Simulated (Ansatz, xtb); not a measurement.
Isomers of C4H4Ge in order of energy

3 gas-phase structures of C4H4Ge, from a drawn sample of its isomers (lower ones may exist). Each was relaxed with GFN2-xTB:

A. `C#[C][GeH2][C]#C`, a singlet
B. a singlet given by its coordinates
C. a singlet given by its coordinates

C (Å):

```yaml
atoms:
  - { symbol: C, position_ang: [-1.6009, -1.7854, -1.1026] }
  - { symbol: C, position_ang: [-0.7701, -1.8625, -2.3061] }
  - { symbol: C, position_ang: [-0.7941, -0.8099, -3.1279] }
  - { symbol: C, position_ang: [-2.3126, -0.6686, -0.9285] }
  - { symbol: Ge, position_ang: [-2.0228, 0.6444, -2.4412] }
  - { symbol: H, position_ang: [-1.5984, -2.6266, -0.4186] }
  - { symbol: H, position_ang: [-0.1806, -2.7578, -2.4711] }
  - { symbol: H, position_ang: [-0.2013, -0.7999, -4.0337] }
  - { symbol: H, position_ang: [-2.9481, -0.5446, -0.0613] }
```

Close contacts (Å): C1–C2 1.46, C1–C4 1.34, C2–C3 1.34, C3–Ge5 2.02, C4–Ge5 2.02, C1–H6 1.08, C2–H7 1.08, C3–H8 1.08, C4–H9 1.08.

B (Å):

| atom | x (Å) | y (Å) | z (Å) |
| --- | --- | --- | --- |
| C | 0.3587 | -2.9731 | -1.0189 |
| C | -0.3212 | -2.2370 | -1.6833 |
| C | -1.1212 | -1.3655 | -2.4464 |
| C | -1.9793 | -0.4792 | -1.9163 |
| Ge | -3.0998 | 0.6687 | -3.0994 |
| H | 0.9495 | -3.6187 | -0.4405 |
| H | -1.0207 | -1.4655 | -3.5244 |
| H | -2.0350 | -0.4298 | -0.8323 |
| H | -4.2273 | 0.8219 | -1.9411 |

Close contacts (Å): C1–C2 1.20, C2–C3 1.41, C3–C4 1.34, C4–Ge5 1.99, C1–H6 1.05, C3–H7 1.09, C4–H8 1.09, Ge5–H9 1.62.

Task: Which do you expect lowest at r2SCAN-D4/def2-SVP, and how would the others follow?

Result: Calculated order at r2SCAN-D4/def2-SVP: C (0.0), B (35.4), A (41.9) kcal/mol.

Energies above the lowest of each column, in kcal/mol; the last columns are at PBE0-D4/def2-SVP geometries and were run for some of them only (a dash: not run or not comparable):

```csv
structure,GFN2-xTB,HF/STO-3G,r2SCAN-D4/def2-SVP,PBE0-D4/def2-SVP,CCSD(T)/def2-SVP
C,0.0,0.0,0.0,0.0,0.0
B,25.6,52.6,35.4,–,–
A,56.7,12.0,41.9,47.0,33.3
```

Every level run on C puts it lowest or level with the lowest. Some further structures that were screened fall inside this span and aren't listed. Frequencies (PBE0-D4/def2-SVP) were run for A, C alone.

Programs: Ansatz 0.2.0, xtb 6.7.1.

The cyclic germylene C, a germole ring with divalent germanium, is clearly the most stable of the three. Relative to diethynylgermane A, it exchanges two weak Ge–H bonds for stronger C–H bonds and two alkyne π bonds for a C–C σ bond and a germanium lone pair. The 4s character of that lone pair makes Ge(II) far less costly than a carbene centre would be. Open-chain B is already a germylene, but retains a Ge–H bond and an alkyne; closing the ring converts these into C–H and Ge–C bonds. Aromaticity is probably not the driving force: the 1.34 and 1.46 Å C–C distances indicate a localised diene, and the formally vacant germanium p orbital leaves only four ring π electrons.

The order of A and B is less secure. HF/STO-3G reverses the r2SCAN-D4 order, and without a coupled-cluster value for B the preference for the open-chain germylene remains tentative. Nor does C's thermodynamic advantage imply persistence, since unhindered germylenes readily dimerise or insert into bonds.
